## Has titanium given its d electrons to nickel in TiCuNi₂?

**Question**

I am looking at a computed density of states for the ordered metal TiCuNi₂. Below the Fermi level stand tall Cu 3d and Ni 3d peaks, above it comes a lower hump that is mostly Ti 3d, and the Fermi level lies in the trough between them.

TiCuNi₂ (I4/mmm, 4-atom primitive cell, conventional a = 3.691, c = 7.142 Å), computed with Ansatz 0.2.0: LDA, plane-wave PAW, scalar-relativistic, no spin polarisation, cutoff 420 eV, k mesh 16×16×16 (density of states 24×24×24, tetrahedra), Gaussian smearing 0.1 eV. Energies are from the Fermi level, in 0.2 eV bins with every second one listed; 3d projections are summed over sites.

| energy (eV) | density of states total (states/eV/cell) | DOS Ni 3d (states/eV/cell) | DOS Cu 3d (states/eV/cell) | DOS Ti 3d (states/eV/cell) |
| --- | --- | --- | --- | --- |
| -7.95 | 0.21 | 0 | 0 | 0 |
| -7.55 | 0.3 | 0 | 0 | 0 |
| -7.15 | 0.38 | 0 | 0 | 0 |
| -6.75 | 0.46 | 0.01 | 0 | 0.01 |
| -6.35 | 0.56 | 0.02 | 0.01 | 0.02 |
| -5.95 | 0.7 | 0.03 | 0.02 | 0.03 |
| -5.55 | 0.99 | 0.08 | 0.06 | 0.06 |
| -5.15 | 1.11 | 0.16 | 0.11 | 0.12 |
| -4.75 | 2.67 | 0.45 | 0.7 | 0.44 |
| -4.35 | 3.72 | 0.77 | 1.59 | 0.54 |
| -3.95 | 7.94 | 2.2 | 4.45 | 0.61 |
| -3.55 | 11.06 | 2.22 | 7.92 | 0.54 |
| -3.15 | 5.67 | 1.47 | 3.49 | 0.27 |
| -2.75 | 4.95 | 3.24 | 0.94 | 0.32 |
| -2.35 | 12.39 | 8.63 | 2.03 | 1 |
| -1.95 | 11.3 | 7.61 | 2.29 | 0.67 |
| -1.55 | 7.78 | 6.22 | 0.56 | 0.63 |
| -1.15 | 10.46 | 8.19 | 1.08 | 0.69 |
| -0.75 | 4.49 | 2.9 | 0.27 | 0.67 |
| -0.35 | 2.02 | 0.83 | 0.1 | 0.64 |
| 0.05 | 1.88 | 0.47 | 0.11 | 0.84 |
| 0.45 | 1.33 | 0.34 | 0.09 | 0.63 |
| 0.85 | 4.01 | 1.14 | 0.14 | 2.19 |
| 1.25 | 3.27 | 0.62 | 0.12 | 2.32 |
| 1.65 | 5.24 | 0.8 | 0.11 | 4.07 |
| 2.05 | 3.7 | 0.45 | 0.07 | 2.75 |
| 2.45 | 2.18 | 0.23 | 0.03 | 1.16 |
| 2.85 | 1.53 | 0.14 | 0.03 | 0.59 |
| 3.25 | 1.51 | 0.11 | 0.03 | 0.46 |
| 3.65 | 1.64 | 0.1 | 0.03 | 0.39 |
| 4.05 | 1.13 | 0.06 | 0.01 | 0.24 |
| 4.45 | 0.84 | 0.04 | 0.01 | 0.16 |
| 4.85 | 0.65 | 0.03 | 0 | 0.11 |
| 5.25 | 0.6 | 0.03 | 0 | 0.08 |
| 5.65 | 0.84 | 0.03 | 0 | 0.1 |

My first reading was ionic: titanium has passed its d electrons to nickel, which leaves an empty shell on one and a full shell on the other. A colleague objects that each atom has twelve close neighbours, so all the d orbitals must merge into one common band. Which of us is right, and why does the Fermi level end up in the trough?

**Answer**

Neither of you, though each has hold of one end of the truth. Three rough numbers are worth keeping: titanium holds about three 3d electrons, each nickel atom is about one short of a full 3d shell, and the Ti 3d level lies about 2 eV above that of nickel. That distance is large enough for each element to keep a recognisable band. It is also small enough for neighbouring atoms to mix their orbitals strongly.

A word first on reading the columns. DOS Ti 3d tells how much of the states at a given energy resembles a titanium 3d orbital, and its sum up to the Fermi level counts electrons. The sum over the rows is coarse: for copper it gives 10.3 electrons, more than the ten that a d shell can hold. For counts I therefore use the orbital populations (Löwdin) of the same calculation, which for titanium agree with the sum.

**The ionic reading.** If titanium had emptied its d shell, DOS Ti 3d would vanish below the Fermi level. Instead the shell holds 3.0 electrons, while a free titanium atom has only two. Nickel isn't full either, with a population of 8.9, and some of its 3d weight lies above the Fermi level. The upper hump is mostly titanium, but titanium isn't confined to the upper hump.

One measure does support the direction of charge flow in your reading. When the electron density is divided into atomic regions (Bader's method), titanium comes out at about +1.3. That is far from the +4 of an ion stripped of its valence electrons. How charge is shared between atoms depends on the method of division. The Löwdin populations of the same run leave titanium 11.88 of the 12 electrons in its dataset, as close to neutral as nickel with 17.81 of 18. The two divisions agree only that +4 is far off.

**The common band.** Your colleague's picture also makes a definite prediction. If all d orbitals in the cell were equivalent, every atom would hold the same number of d electrons. The four atoms offer 40 places, and the populations of Ti, Cu and two Ni give

$$
10\times\frac{3.00+9.68+2\times 8.90}{40}\approx 7.6
$$

electrons on each atom. For titanium this is more than twice the computed population, a worse miss than that of the ionic picture.

The band centres show what the common band leaves out. Averaged over the listed energies, the 3d weight is centred at −3.1 eV for copper, −1.8 eV for nickel and +0.4 eV for titanium. Standard atomic physics explains the order: along the 3d row the nuclear charge grows faster than the d electrons can screen it, so the d level sinks. This holds when the atoms are compared at similar occupations, here about one 4s electron each by the populations. The d level moves by electronvolts with its occupation, and in LDA a free nickel atom with only eight d electrons is expected to have its level below that of copper.

**Separate levels that mix.** Take one nickel orbital and one titanium orbital, the latter higher by $\Delta$, and let a coupling $V$ connect them. They form a lower, bonding state and an upper, antibonding state, a distance $\sqrt{\Delta^2+4V^2}$ apart. The share of titanium in the lower state is

$$
w=\frac12\left(1-\frac{\Delta}{\sqrt{\Delta^2+4V^2}}\right),
$$

and the upper state contains the same share of nickel. Mixing spreads each orbital over two energies but leaves the centre of its weight in place, so the distance between the Ni and Ti centres, 2.2 eV, can roughly stand for $\Delta$. It is probably somewhat low, since some Ti 3d weight lies above the last listed row.

Now fill the lower state and leave the upper one empty. The filled fraction of the titanium shell is then $w$, and the population requires $w=3.0/10=0.30$. Setting $V=\Delta$ gives $w=\tfrac12(1-1/\sqrt5)\approx0.28$, which is close. In this model the coupling, taken over all neighbours together, is therefore of the same order as the level distance, a few electronvolts. This is an estimate of $V$ and no test of the picture, because $V$ was chosen to match the population. A rough check remains. With $V=\Delta$ the two states lie about 4.9 eV apart, while the highest Ti 3d values on either side of the Fermi level, at −2.35 and 1.65 eV, are 4.0 eV apart. Nickel and copper together lack 2.5 d electrons, against the 3.0 on titanium. Both point to a somewhat smaller $V$ of the same order.

The formula also shows where the two rejected pictures belong. When $\Delta$ is much larger than $V$, $w$ goes to zero and the ionic reading becomes sound. When $\Delta$ is much smaller, the two orbitals share both states equally, as in a common band. For a related alloy, the first thing to ask is how far apart the d levels lie compared with the coupling between neighbours.

**What the energies add.** Three electrons on titanium could also mean that its own band, hardly mixed, is simply filled at the bottom. Those electrons should then gather just under the Fermi level. In the table, about 79 % of the occupied Ti 3d weight lies deeper than 0.95 eV, among the nickel and copper states. It is spread rather evenly from −4.75 eV up to the Fermi level, with its highest value at −2.35 eV, where DOS Ni 3d peaks.

One might still suspect that the projection merely counts the tails of neighbouring orbitals as titanium. If only their 3d tails were counted, the titanium share of the 3d weight would be expected to stay fairly even through the nickel and copper bands. It is 28 % at −4.75 eV but only 5 % at −3.55 eV. A larger share near the bottom is what bonding predicts, since the states that gain most from mixing sink furthest. At −4.75 eV the three 3d columns add up to only 1.59 of the total of 2.67 states/eV/cell, so these states aren't made of d orbitals alone. The Ni 4s projection of the run peaks there, and the titanium share keeps rising into the states further down (0.03 of 0.08 at −5.95 eV). Mixing with the neighbours' 4s orbitals, or counting their tails, would give the same rise, so this share doesn't rule the suspicion out.

The two-orbital model does fail close to the trough. It expects the least mixed states there, because weak coupling moves a level least. Yet titanium supplies 41 % of the 3d weight at −0.35 eV, and nickel 33 % at 0.85 eV, more than its 16 % at 1.65 eV. A likely reason is that orbitals also couple to others of their own kind, which broadens both groups until they overlap; the table alone can't confirm this.

**Why the Fermi level sits in the trough.** This is mainly a matter of counting. Copper and two nickel atoms supply 30 places for d electrons, and mixing changes the composition of the lower group of states more than its capacity. The cell has 35 valence electrons, of which about 30.5 are in d orbitals by the populations; most of the others are counted in 4s orbitals. That is about the capacity of the lower group, so the Fermi level comes to rest near its upper edge.

The trough isn't a gap. At 0.05 eV the total density of states is still about 15 % of its highest listed value, and DOS Ti 3d is its largest listed part. The material is a metal whose electrons at the Fermi level have mixed character. Removing electrons while leaving the bands unchanged would at first change the density of states little (2.02 states/eV/cell at −0.35 eV) and then bring the Fermi level to the steep nickel side.

Three cautions apply to these curves. Spin polarisation was switched off, so a magnetic state, which would change the bands near the Fermi level, wasn't tested. LDA tends to place Cu 3d states too close to the Fermi level, so the copper peak shouldn't be read as a photoemission energy. The cell is also stretched compared with the volume that LDA itself prefers, and at that smaller volume the coupling would be stronger and the bands wider. The sums, centres and shares used here, taken over the listed rows, are printed after this answer together with the predictions of the two limiting pictures.

Printed output of the fit:

```
Valence electrons summed from the listed rows up to the Fermi level (the run holds 35): 35.95
Ti 3d electrons summed from the listed rows: 3.03
Ni 3d electrons per atom summed from the listed rows: 9.041
Cu 3d electrons summed from the listed rows: 10.26
Common band, predicted 3d electrons on every atom: 7.618
Common band, prediction less population for Ti, electrons: 4.62
Common band, prediction less population for Ni, electrons: -1.279
Common band, prediction less population for Cu, electrons: -2.061
Ionic picture, prediction less population for Ti, electrons: -2.998
Ionic picture, prediction less population for Ni, electrons: 1.103
All 3d electrons in the cell from the populations: 30.47
3d holes on two Ni and one Cu from the populations: 2.527
Centre of listed Cu 3d weight, eV: -3.072
Centre of listed Ni 3d weight, eV: -1.756
Centre of listed Ti 3d weight, eV: 0.433
Ti centre above Ni centre, eV: 2.189
Share of occupied Ti 3d weight lying deeper than 0.95 eV, percent: 78.55
Ti share of the 3d weight at -4.75 eV, percent: 27.67
Ti share of the 3d weight at -3.55 eV, percent: 5.056
Ti share of the 3d weight at -1.15 eV, percent: 6.928
Ti share of the 3d weight at -0.35 eV, percent: 40.76
Ni share of the 3d weight at 0.85 eV, percent: 32.85
Ni share of the 3d weight at 1.65 eV, percent: 16.06
Ni share of the 3d weight at 3.65 eV, percent: 19.23
Total density of states at 0.05 eV as percent of the highest row: 15.17
```
